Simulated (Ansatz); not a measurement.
Equilibrium of C3H8 + Ta(CH3)(OH)2O ⇌ C2H6O + Ta(CH3)2(OH)O at process temperatures

Species: C3H8 (propane) `CCC`, singlet; Ta(CH3)(OH)2O, singlet; C2H6O (ethanol) `CCO`, singlet; Ta(CH3)2(OH)O, singlet. The partners trade CH3 for OH: C–CH3 and Ta–OH bonds give way to C–OH and Ta–CH3.

The electronic reaction energy at CCSD(T)/def2-TZVPP is +218.9 kJ/mol. Shapes: PBE0-D4/def2-TZVP. Flexible molecules stand in one conformer, not always the lowest. Programs: Ansatz 0.2.0. Enthalpy and entropy come from rigid-rotor, harmonic-oscillator sums on unscaled PBE0-D4/def2-TZVP wavenumbers, ideal gases at 1 bar; R ln 2 is added for the mirror twin of the chiral shape of C2H6O. Symmetry numbers: C3H8 2, Ta(CH3)(OH)2O 1, C2H6O 1, Ta(CH3)2(OH)O 1. R = 8.3145 J/(mol K).

```
T (K)  ΔH (kJ/mol)  ΔS (J/(mol K))
  400       +214.1           +42.3
  600       +215.2           +44.4
  800            ?               ?
```

Task: Work out ln K at 400 and 600 K, and from these estimate it at 800 K.

Result: 
1. 400 K: ΔG = +214.1 − 400 × (+42.3)/1000 = +197.2 kJ/mol; ln K = −ΔG/RT = -59.29.
2. 600 K: ΔG = +215.2 − 600 × (+44.4)/1000 = +188.6 kJ/mol; ln K = −ΔG/RT = -37.81.
3. Slope against 1000/T: (-37.81 − (-59.29))/(1.6667 − 2.5000) = -25.78, that is −ΔH/R with ΔH near +214 kJ/mol.
4. 800 K: ln K = -59.29 + (-25.78) × (1.2500 − 2.5000) = -27.06.

The full sums give ΔH = +215.8 kJ/mol, ΔS = +45.4 J/(mol K), ΔG = +179.5 kJ/mol and ln K = -26.99 at 800 K, so the line is off by -0.07 in ln K; without rounding the miss is -0.04, from the change of ΔH with temperature. The reactants are favoured over this whole range. An error of 10 kJ/mol in the energy moves ln K by 1.5 at 800 K. Soft modes are treated as harmonic, which can err either way at these temperatures; the lowest are those of C3H8 (223 cm⁻¹), Ta(CH3)(OH)2O (113 cm⁻¹), Ta(CH3)2(OH)O (66 cm⁻¹). Other conformers aren't counted. For atoms past krypton def2 sets carry core potentials with scalar relativity. Outer-core shells of Ta are correlated, in sets that cover them unevenly.

The exchange is strongly uphill because it gives up a Ta–OH bond for a Ta–CH3 bond, while the accompanying change from C–C to C–O costs or returns comparatively little. Tantalum(V) is a hard, oxophilic d⁰ centre: its bond to hydroxide is strongly polar and can be reinforced by donation from oxygen lone pairs into empty d orbitals, whereas methyl offers only a σ bond. Read backwards, the reaction is the favourable transfer of hydroxyl from carbon to tantalum.

Heating raises ln K because the reaction is endothermic; the positive entropy favours the products but is far too small to offset the enthalpy. Part of that entropy comes from the loss of propane's rotational symmetry and from ethanol's mirror twin, and much of the rest probably from softer motions in the dimethyl tantalum product. The two-point extrapolation works because the heat capacities of the two sides nearly cancel, leaving ΔH almost constant. The result applies to isolated monomers, and oxo or hydroxo bridging between tantalum centres could shift the balance.
